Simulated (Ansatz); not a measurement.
Ligand exchange: C2HBr2F + HF → C2HBrF2 + HBr

Species: C2HBr2F `F/C(Br)=C/Br`, singlet; HF (hydrogen fluoride), singlet; C2HBrF2 `F/C=C(\F)Br`, singlet; HBr (hydrogen bromide), singlet. The partners trade Br for F: C–Br and H–F bonds give way to C–F and H–Br.

Shapes, held fixed at every level: PBE0-D4/def2-TZVP. Programs: Ansatz 0.2.0. Electronic energies: no zero-point or thermal term.

```
               level                    kind  ΔE (kJ/mol)  less CCSD(T)/def2-TZVPP  CPU time (sum over the molecules)
       HF/def2-TZVPP            Hartree–Fock         +9.5                    -27.6                                  –
   PBE-D4/def2-TZVPP                     GGA        +31.0                     -6.1                               18 s
r2SCAN-D4/def2-TZVPP                meta-GGA        +26.4                    -10.7                               39 s
  wB97X-V/def2-TZVPP  range-separated hybrid        +25.1                    -12.0                               57 s
   B2PLYP/def2-TZVPP           double hybrid        +30.5                     -6.6                               42 s
     CCSD/def2-TZVPP   coupled cluster or CI        +33.2                     -3.9                                  –
  CCSD(T)/def2-TZVPP   coupled cluster or CI        +37.1                      0.0                             16 min
```

The highest level, CCSD(T)/def2-TZVPP, gives ΔE = +37.1 kJ/mol; the levels span +9.5 to +37.1. The column of differences is taken from that level and isn't an error. No measured value is set beside it here. Relativity is left out for Br unless named. Correlated rows may include outer-core shells of Br, which these sets cover unevenly. Times are processor times on shared x86 and Arm servers, and rough.

Exchanging bromine for fluorine on this alkene is uphill in electronic energy at every level, with +37.1 kJ/mol from CCSD(T). Fluorine binds more strongly than bromine to both carbon and hydrogen, so the sign depends on which partner gains more. Hydrogen does: its compact 1s orbital overlaps well with fluorine 2p in a very strong, polar bond, and the new C–F bond doesn't fully repay the loss of H–F.

Hartree–Fock recovers the direction but only a small part of the cost, probably because it misses correlation that favours the bromine-rich alkene. The density functionals all fall between Hartree–Fock and CCSD, but without steady improvement as they grow more elaborate: PBE lies closer to CCSD(T) than r2SCAN or wB97X-V does.

The exchange also changes the alkene's configuration: the bromines are cis in the reactant, while the incoming fluorine is trans to the remaining bromine. The energy therefore isn't a pure bond-exchange term, and the configurational share can't be separated from these values.
